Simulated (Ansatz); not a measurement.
## Electron–phonon coupling and T_c of NbH₂ — Ansatz, plane waves and PAW

Space group Fm-3m (No. 225), 3 atoms in the cell of the first input below: a = 3.195 Å, b = 3.195 Å, c = 3.195 Å, α = 60.00°, β = 60.00°, γ = 60.00°.

The structure is a measured one, not always of the ambient phase, relaxed without spin–orbit coupling to zero pressure (pressure 0.0 GPa with this functional, without spin–orbit coupling). Functional: PBEsol.

Input:

```yaml
crystal:
  lattice:
    - [0.0, 2.2589579925, 2.2589579925]
    - [2.2589579925, 0.0, 2.2589579925]
    - [2.2589579925, 2.2589579925, 0.0]
  atoms:
    - { symbol: Nb, position: [0.0, 0.0, 0.0] }
    - { symbol: H, position: [0.25, 0.25, 0.25] }
    - { symbol: H, position: [0.75, 0.75, 0.75] }
basis:
  ecutwfc: 420
  ecutrho_ratio: 4
kpoints:
  mp_grid: { grid: [14, 14, 14] }
hamiltonian:
  xc: pbesol
scf:
  occupations: { method: methfessel_paxton, width: 0.2 }
output: {}
phonons:
  supercell: [2, 2, 2]
  qpath:
    path:
      - [[0.0, 0.0, 0.0], [0.5, 0.0, 0.5], [0.625, 0.25, 0.625]]
      - [[0.375, 0.375, 0.75], [0.0, 0.0, 0.0], [0.5, 0.5, 0.5], [0.5, 0.25, 0.75], [0.5, 0.0, 0.5]]
    npoints: 6
  electrical_resistivity: { mesh: [28, 28, 28], temperatures: [50, 100, 200, 300, 500] }
  superconductivity: { mesh: [28, 28, 28], eliashberg_equations: false }
```

```bash
ansatz run input.yaml --threads 8 --pin off --max-ram 15360MiB --backend cpu --events-out ev --progress --plain --runs-dir out
```

Time: 68 s on 8 threads of Arm Neoverse V2, on a shared host, peak memory 2.7 GiB.

On the finest mesh λ = 0.3743, ω_log = 24.106 meV, N(E_F) = 0.455 states per eV, spin and cell. λ by mesh: 28×28×28 0.374, 14×14×14 0.376, 7×7×7 0.372.

What T_c does McMillan's formula in the Allen–Dynes form give for μ* = 0.10?

T_c = (ω_log/1.2) exp[−1.04(1+λ)/(λ − μ*(1+0.62λ))] = (279.74 K/1.2) × exp(−1.4293/0.2511) = 0.79 K. By mesh, finest first, the same formula gives 0.79, 0.81, 0.78 K.

| μ* | McMillan (K) | Allen–Dynes with strong-coupling factors (K) |
| --- | --- | --- |
| 0.08 | 1.31 | 1.33 |
| 0.10 | 0.79 | 0.80 |
| 0.12 | 0.42 | 0.43 |
| 0.13 | 0.29 | 0.30 |
| 0.14 | 0.20 | 0.20 |
| 0.16 | 0.07 | 0.07 |
| 0.20 | 0.00 | 0.00 |

Caveats: small supercell, couplings not converged in it; with so small a supercell and a typed μ*, T_c can miss a measured one by a factor of two or more.

NbH₂ comes out as a weak-coupling superconductor, with T_c below 1 K for μ* = 0.10. Because λ is only 0.3743, the Coulomb term cancels much of the phonon attraction, and the small remainder sits in the denominator of an exponent. T_c therefore drops from 1.31 to 0.07 K in McMillan's form as μ* rises from 0.08 to 0.16. The 0.00 K entry at μ* = 0.20 is a rounded value, since the net attraction is still positive there. The strong-coupling factors hardly matter at this λ.

Elemental niobium couples far more strongly. In the dihydride, hydrogen 1s states mix with Nb 4d states to form filled bonding bands, leaving fewer electrons in the metal d bands; this probably weakens the coupling through a lower density of states at the Fermi level. The low ω_log of 24.106 meV suggests that Nb-dominated acoustic modes carry much of the coupling, rather than the stiff hydrogen vibrations, but only a mode-resolved spectral function could establish their shares.
